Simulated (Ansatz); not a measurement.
# A ladder of methods for SiH3 (silyl radical)

SiH3: 4 atoms, total charge 0, spin state doublet. As SMILES, `[SiH3]`. The coordinates come from a GFN2-xTB relaxation.

```xyz
4

Si    0.2066   -0.0189   -0.1151
H     0.5871    0.6618    1.1056
H    -0.1950   -1.4016    0.0434
H    -0.5987    0.7587   -1.0339
```

Each level gives the energy change with the Si1–H2 bond stretched from 1.449 to 2.897 Å (eV). The values are calculated.

```csv
level,kind,program,value (eV)
UHF/3-21G,Hartree–Fock,Ansatz,2.63
UB3LYP/3-21G,global hybrid,Ansatz,?
UBHLYP/3-21G,global hybrid,Ansatz,?
UPBE0/3-21G,global hybrid,Ansatz,3.27
U-wB97M-V/3-21G,range-separated hybrid,Ansatz,3.36
U-wB97X/3-21G,range-separated hybrid,Ansatz,3.36
UMP2/3-21G,perturbation theory,Ansatz,2.99
UCCSDT/3-21G,coupled cluster or CI,Ansatz,2.79
FCI/3-21G,exact in the basis,Ansatz,2.79
```

Estimate what the levels marked ? give.

As computed at these levels: UB3LYP/3-21G: 3.19 eV; UBHLYP/3-21G: 3.21 eV. The first shape isn't each level's own minimum. The values span 2.63 to 3.36 eV. Spin contamination of the reference (⟨S²⟩ at least 0.1 too high) touches UHF/3-21G, UB3LYP/3-21G, UBHLYP/3-21G, UPBE0/3-21G, U-wB97M-V/3-21G, U-wB97X/3-21G, UMP2/3-21G, UCCSDT/3-21G. All rows use very small basis sets, so even the best lies far from the true value.

Stretching one Si–H bond costs 2.79 eV in the exact treatment within this basis, and UCCSDT reproduces that to the printed precision. Connected triple excitations therefore suffice here, even where the bonding pair is largely uncoupled. UHF falls below the exact value, at 2.63 eV, and UMP2 above it, at 2.99 eV. This pattern probably reflects opposite-spin correlation, which UHF omits and which matters most in the intact bond, while second-order theory recovers too little of it in the stretched one. The shortfall of UHF is modest, in keeping with the chemistry: removing hydrogen from silyl leads towards singlet silylene, whose lone pair takes the place of the lost bonding pair.

All the hybrids lie higher still, from 3.19 to 3.36 eV, and the global ones don't follow their share of exact exchange, since UPBE0 exceeds UBHLYP. Their distance from FCI isn't a clean measure of functional error, because a density functional's correlation energy doesn't depend on the basis describing the electron–electron cusp.
